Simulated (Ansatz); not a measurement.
# A series in mesh points along a on BN

One setting of a density functional single point varied, free energy counted from the run at the reference value, pressure positive in compression; periodic cell, basis, potentials, k mesh and filling as listed. The results are calculated, by Ansatz 0.2.0.

Structure of every row (space group F-43m, No. 216):
```
CELL_PARAMETERS angstrom
0.00000 1.80750 1.80750
1.80750 0.00000 1.80750
1.80750 1.80750 0.00000
ATOMIC_POSITIONS crystal
B 0.00000 0.00000 0.00000
N 0.25000 0.25000 0.25000
```

Settings of every row: functional PBE; dispersion none; potentials PAW; wave cutoff 517.02 eV; density cutoff 2068.1 eV; k shift 0x0x0; occupations fixed; smearing width 0 eV; spin none; varied setting k mesh; reference k mesh 10x10x10; meshes run 4x4x4, 6x6x6, 7x7x7, 8x8x8, 10x10x10.

| row | mesh points along a | energy less reference (meV/atom) |
| --- | --- | --- |
| 1 | 4 | 37.04 |
| 2 | 6 | ? |
| 3 | 7 | 0.49 |
| 4 | 8 | 0.12 |
| 5 | 10 | 0 |

Question: what energy less reference should row 2 give?

Worked fit of energy less reference. Measure energy less reference from the row with the finest mesh, 0.00 meV/atom, and take the logarithm of what remains: 4 → 3.61, 7 → -0.71, 8 → -2.12. In a crystal with a gap such sums converge about exponentially, and a straight line through these is ln|rest| = 9.348 − 1.435 × n. At n = 6 the line gives ln|rest| = 0.738, a rest of 2.09 meV/atom, and so 0.00 + 2.09 = 2.09 meV/atom.

The calculation gave 1.97 meV/atom. The fit lies 0.12 meV/atom (6.1 % of the value, 0.32 % of the column's range) above it; its largest miss of a shown row is 0.15 meV/atom.
